# When the Magnus series stops, and how far photoexcited bismuth is from that case

## The exact result for a linear drive

A pump pulse of some tens of femtoseconds sets the A$_{1g}$ phonon of bismuth ringing at about 3 THz, and pump-probe traces show the ringing directly. The simplest quantum model is a forced harmonic oscillator. In the interaction picture with respect to $\hbar\omega a^\dagger a$, with $[a,a^\dagger]=1$,

$$H_I(t)=\hbar\left[F(t)\,a^\dagger+F^*(t)\,a\right],\qquad F(t)=f(t)\,e^{i\omega t},\tag{1}$$

where $f(t)$ is a prescribed drive in rad/s. The Magnus expansion writes the propagator from $0$ to $t$ as $U=\exp(\Omega_1+\Omega_2+\Omega_3+\dots)$, with

$$\Omega_1=-\frac{i}{\hbar}\int_0^t H_I\,dt_1,\qquad \Omega_2=-\frac{1}{2\hbar^2}\int_0^t dt_1\int_0^{t_1}dt_2\,[H_I(t_1),H_I(t_2)].$$

Every higher $\Omega_n$ consists of nested commutators with a two-time commutator innermost. For Eq. (1),

$$[H_I(t_1),H_I(t_2)]=2i\hbar^2\,\mathrm{Im}\left[F^*(t_1)F(t_2)\right].\tag{2}$$

This is an ordinary number, so it commutes with everything and $\Omega_3=\Omega_4=\dots=0$. With $\alpha(t)=-i\int_0^t F\,dt_1$ one finds $\Omega_1=\alpha a^\dagger-\alpha^*a$. Since $\alpha^*\dot\alpha=F(t_1)\int_0^{t_1}F^*dt_2$, one also finds $\Omega_2=i\,\mathrm{Im}\int\alpha^*d\alpha$. Hence, exactly,

$$U_0=D(\alpha)\,e^{i\Phi},\qquad D(\alpha)=e^{\alpha a^\dagger-\alpha^*a},\qquad \Phi=\mathrm{Im}\int\alpha^*\,d\alpha .\tag{3}$$

In polar form $\mathrm{Im}(\alpha^*d\alpha)=|\alpha|^2d\theta$. For a closed loop, $\Phi$ is therefore twice the area enclosed in the complex $\alpha$ plane, counted positive for counterclockwise motion.

## The assumption: the Hamiltonian is linear in the displacement

Take $f$ real and define the dimensionless displacement $X(t)=a\,e^{-i\omega t}+a^\dagger e^{i\omega t}$, so that $H_I=\hbar fX$ and

$$[X(t_1),X(t_2)]=-2i\sin\omega(t_1-t_2)\equiv c_{12}.$$

Equation (2) needs $H_I$ to contain $X$ to the first power only. The potential must be a perfect parabola, and the force must not depend on where the atoms are. The time dependence of $f$ is free: pulse shape and carrier decay leave Eq. (3) intact. Add a term $V(X)$ with higher powers, and the commutator becomes an operator, since

$$[X(t_1),X(t_2)^n]=n\,c_{12}\,X(t_2)^{n-1}.$$

Each commutation with the drive lowers the power by one. At first order in $V$, an $X^2$ term therefore contributes up to $\Omega_3$ and an $X^3$ term up to $\Omega_4$. At higher orders the series in general does not end. The commutator of two quadratic terms is again quadratic, and that of two cubic terms is quartic.

## First correction

The simplest way to collect all terms of first order in $V$ is to factor out the known motion, $U=U_0U'$. Because $D^\dagger aD=a+\alpha$, the remainder $U'$ is generated by $V(X+x_c)$, where $x_c(t)=2\,\mathrm{Re}(\alpha e^{-i\omega t})$ is the classical harmonic trajectory. Keep the first Magnus term of $U'$ and expand in $X$:

$$U'\approx\exp\left\{-\frac{i}{\hbar}\int_0^t\left[V(x_c)+V'(x_c)X+\tfrac12V''(x_c)X^2+\dots\right]dt_1\right\}.\tag{4}$$

The first term is an extra phase and the second has the form of Eq. (1) again, so it is an extra displacement:

$$\delta\Phi'=-\frac1\hbar\int_0^tV(x_c)\,dt_1,\qquad \delta\alpha=-\frac{i}{\hbar}\int_0^tV'(x_c)\,e^{i\omega t_1}dt_1 .\tag{5}$$

The third term rotates and squeezes the fluctuations about the trajectory. The product $D(\alpha)D(\delta\alpha)=D(\alpha+\delta\alpha)\,e^{i\,\mathrm{Im}(\alpha\,\delta\alpha^*)}$ adds a further phase, which vanishes when $\alpha=0$. Keeping the correction in the exponent matters. In a crystal $|\delta\alpha|\gg1$ although $|\delta\alpha/\alpha|\ll1$, so a Dyson series in $V$ is useless while Eq. (4) remains a controlled expansion of the exponent.

## A model for the A$_{1g}$ mode

The primitive cell of bismuth holds two atoms at $\pm x$ on the body diagonal, whose length is the hexagonal $c$. At $x=1/4$ the atoms would be evenly spaced along that axis, and the crystal lowers its energy by a Peierls distortion away from that point. Let $u=2c(1/4-x)$ be the relative offset of the two sublattices, $u_0$ its equilibrium value, $\mu=M/2$ the reduced mass and $K=\mu\omega^2$. The simplest energy per cell that is even in $u$, has its minimum at $u_0$ and has curvature $K$ there is a Landau double well. Assume that photocarriers weaken its quadratic term in proportion to their density $n$:

$$E(u)=\frac{K}{8u_0^2}\left(u^2-u_0^2\right)^2+\frac{rK}{4}u^2,\qquad r=\frac{n}{n_c}.\tag{6}$$

The static distortion vanishes at $n=n_c$. With $u=u_0(1-s)$, so that $s>0$ points toward the symmetric structure,

$$\frac{E}{Ku_0^2}=\frac r4+\frac{s^2}{2}-\frac{r}{2}s+\left[\frac r4s^2-\frac12s^3\right]+\frac18s^4 .$$

The constant only adds a phase that is independent of the phonon state and is dropped. The linear term is the drive and gives $s\sim r$. Both bracketed terms are then of order $r^3$, so neither may be kept without the other, while $s^4$ enters one order later.

For $N$ cells moving in phase the mass is $N\mu$, and $s=\sigma X$ with $\sigma^2=\hbar/(2N\mu\omega u_0^2)$, which gives $NKu_0^2=\hbar\omega/2\sigma^2$. For carriers switched on as a step at $t=0$,

$$f=-\lambda\omega,\qquad\lambda=\frac{r}{4\sigma},\qquad V(X)=\hbar\omega\,r\left[\frac{X^2}{8}-\frac{X^3}{16\lambda}\right].\tag{7}$$

With $\tau=\omega t$, Eq. (3) yields

$$\alpha=\lambda(e^{i\tau}-1),\qquad x_c=2\lambda(1-\cos\tau),\qquad\Phi=\lambda^2(\tau-\sin\tau).$$

This is displacive excitation: a cosine oscillation about a shifted centre. The path of $\alpha$ is a circle of radius $\lambda$ that closes at $\tau=2\pi$ with $\Phi=2\pi\lambda^2$, twice its area.

### Displacement

On this trajectory $V'(x_c)=\hbar\omega r\lambda\left[\tfrac12(1-\cos\tau)-\tfrac34(1-\cos\tau)^2\right]$. Over one period $\int(1-\cos\tau)e^{i\tau}d\tau=-\pi$ and $\int(1-\cos\tau)^2e^{i\tau}d\tau=-2\pi$, so Eq. (5) gives

$$\delta\alpha(2\pi)=-ir\lambda\left(-\frac\pi2+\frac{3\pi}{2}\right)=-i\pi r\lambda .\tag{8}$$

The loop no longer closes. At the origin $\alpha$ moves along $+i$, so the gap is a lag along the circle by the angle $\pi r$ per cycle. At general times $\delta x=2\,\mathrm{Re}(\delta\alpha\,e^{-i\tau})$ is

$$\delta x=r\lambda\left[\tfrac54-\cos\tau-\tfrac14\cos2\tau-\tau\sin\tau\right].\tag{9}$$

The growing term $-r\lambda\tau\sin\tau$ is the first-order change of $-2\lambda\cos\omega't$ for

$$\omega'=\omega\,(1-r/2).\tag{10}$$

The two pieces of Eq. (8) have opposite signs. In this model the carrier term alone stiffens the mode by $+r\omega/4$, because it adds curvature at fixed atomic position. The cubic term softens it by $-3r\omega/4$, because the carriers push the atoms toward a flatter part of the well. Equation (9) also contains a second harmonic of relative amplitude $r/8$, and at $\tau=\pi$ it raises the peak displacement from $4\lambda$ to $4\lambda(1+r/2)$.

### Phase

With $\int(1-\cos\tau)^2d\tau=3\pi$ and $\int(1-\cos\tau)^3d\tau=5\pi$ over a period,

$$\delta\Phi(2\pi)=-\frac{r\lambda^2}{2}(3\pi-5\pi)=\pi r\lambda^2,\tag{11}$$

a relative change $r/2$. The area rule fails as well. To leading order in $\lambda$ the state stays coherent, and projecting the Schrödinger equation on $e^{i\Phi}|\alpha\rangle$ gives $\dot\Phi=-(fx+V/\hbar)-\mathrm{Im}\,\alpha^*\dot\alpha$, with $x$ the mean of $X$. The equation of motion $\dot\alpha=-i(f+V'/\hbar)e^{i\omega t}$ gives $\mathrm{Im}\,\alpha^*\dot\alpha=-(f+V'/\hbar)x/2$. Together,

$$\Phi=\mathrm{Im}\int\alpha^*d\alpha+\frac1\hbar\int\left(xV'-V\right)dt .$$

Over one period the area term changes by $+\tfrac92\pi r\lambda^2$ and the new term is $-\tfrac72\pi r\lambda^2$, which sum to Eq. (11).

### Fluctuations

Here $V''(x_c)=\hbar\omega r\left[-\tfrac12+\tfrac34\cos\tau\right]$. The quadratic term of Eq. (4) mixes $\zeta a^\dagger$ into $a$, with $\zeta=-(i/\hbar)\int V''e^{2i\omega t}dt$, and multiplies the variance of the displacement by $1+2\,\mathrm{Re}(\zeta e^{-2i\tau})$. At the turning point $\tau=\pi$ one finds $\zeta=r$, so the factor is $1+2r$. The remaining $X^3$ term affects the mean displacement only at relative order $1/\lambda^2$ compared with Eq. (8).

### Exact classical motion as a test

For $\lambda\gg1$ the mean displacement follows the classical motion in Eq. (6), quartic term included. With $v=u/u_0$ starting from rest at $v=1$, energy conservation gives $(dv/d\tau)^2=\tfrac14(1-v^2)(v^2-1+2r)$. The inner turning point is $s=1-\sqrt{1-2r}=r(1+r/2+\dots)$. The period in $\tau$ is $4\mathcal K(2r)$, with $\mathcal K(m)$ the complete elliptic integral of the first kind for parameter $m$. Therefore

$$\frac{\omega'}{\omega}=\frac{\pi}{2\mathcal K(2r)}=1-\frac r2-\frac{5}{16}r^2-\dots,\qquad r<\tfrac12,\tag{12}$$

which confirms Eq. (10) and supplies the next term. At $r=1/2$ the motion reaches the barrier top.

## Size in bismuth

The compiled low-temperature lattice constants are $a=4.533$ Å and $c=11.796$ Å (Cucka-Barrett, as listed by Arnaud 2016). The primitive cell volume is $\sqrt3a^2c/6=69.97$ Å$^3$, with ten valence electrons. Approximate inputs are $M=208.98$ u, $x=0.234$ and $\nu=\omega/2\pi=3.0$ THz, which give $u_0=0.377$ Å and a period of 333 fs. The parameter $n_c=4\,\%$ of the valence electrons is chosen so that the model reproduces the typical softening of a few per cent at an excitation of some tenths of a per cent. The frequency shifts below are therefore the model's, and no test of it.

| | $n=0.2\,\%$ | $n=1\,\%$ |
|---|---|---|
| $r$ | 0.05 | 0.25 |
| pair density (cm$^{-3}$) | $2.86\times10^{20}$ | $1.43\times10^{21}$ |
| peak sublattice displacement $ru_0$, harmonic (pm) | 1.9 | 9.4 |
| peak ratio to harmonic, first order | 1.025 | 1.125 |
| peak ratio to harmonic, exact | 1.026 | 1.172 |
| phase lag per cycle $\pi r$ (degrees) | 9 | 45 |
| $\Delta\nu$, Eq. (10) (GHz) | $-75$ | $-375$ |
| $\Delta\nu$, Eq. (12) (GHz) | $-77$ | $-458$ |

The extra digits serve only to compare the two levels of approximation within the model. At $n=0.2\,\%$ the first correction captures nearly all of the shift. At $n=1\,\%$ it falls short by 18 % of the exact shift, and the elliptic result is needed.

The quantum scale follows from $\lambda^2/N=r^2\mu\omega u_0^2/8\hbar=0.0138$ at $r=0.05$. An illustrative film 20 nm thick, pumped uniformly over $100\times100\ \mu\mathrm{m}^2$, holds $N=2.86\times10^{12}$ cells. Then $\lambda^2=3.95\times10^{10}$ and $\lambda=2.0\times10^5$. The gap of Eq. (8) is $0.157\lambda$, or $|\delta\alpha|=3.1\times10^4$, on a scale where the vacuum spread is of order one. The phases are $\Phi=2.5\times10^{11}$ rad and $\delta\Phi=6.2\times10^9$ rad per cycle, and the neglected terms of order $r^2\lambda^2$ are still far above one radian. $\Phi$ is a global phase of the phonon state and drops out of reflectivity or diffraction signals. What these signals show is Eq. (9). The fluctuation correction $1/\lambda^2=2.5\times10^{-11}$ is invisible in the mean motion.

## Competing effects and practical limits

**Accumulated lag.** Equation (9) holds as written only while $r\tau/2\ll1$. At $r=0.05$ the lag reaches one radian after $2/(r\omega)=2.1$ ps. For longer traces the secular term must be resummed by using $\omega'$ inside the cosine.

**Damping.** Decay into other phonons and scattering by carriers lie outside a one-mode Hamiltonian. For an amplitude decay time of 3 ps, a typical order under strong pumping, one cycle opens a gap $\lambda(1-e^{-T/\tau_d})=0.105\lambda$, with $T$ the period and $\tau_d$ the decay time. This rivals $0.157\lambda$. It points radially while the lag is tangential, so a fit with free amplitude and phase separates the two.

**Pulse length.** If the carrier density rises as the integral of a Gaussian pulse of rms width $\sigma_t$ centred at $t=0$, then after the pulse $\alpha=\lambda(e^{i\tau}-b)$ with $b=e^{-\omega^2\sigma_t^2/2}$. A 50 fs FWHM pulse gives $\sigma_t=21.2$ fs and $b=0.92$. This is still exact within Eq. (3). With $x_c=2\lambda(1-b\cos\tau)$ the resonant part of $V'$ is proportional to $b$, like the oscillation itself, so Eq. (10) is unchanged.

**Carrier decay and strain.** If $n$ falls slowly compared with the period, the lag becomes $\tfrac12\int r\,\omega\,dt$ and the trace is chirped back toward $\nu$. Holding $c$ fixed is justified at early times. The density from the cell above is $9.92$ g/cm$^3$, and the compiled $C_{33}=38.1$ GPa (301 K, from "Elastic Constants of Bismuth", J. Appl. Phys.) gives a longitudinal sound speed along $c$ of 1.96 km/s. Strain needs 10 ps to cross the film.

**Form of the potential.** The split into $+r/4$ and $-3r/4$ belongs to Eq. (6), and a different carrier coupling divides the shift differently. Equation (5) holds for any weak $V$, and so does the power counting. In displacive excitation the shift of the centre is proportional to $n$, so the cubic term changes the frequency at first order in $n$. For this model at $2.86\times10^{20}$ cm$^{-3}$, the terminated Magnus result gives the first peak to within 3 % but loses 9 degrees of phase in every cycle.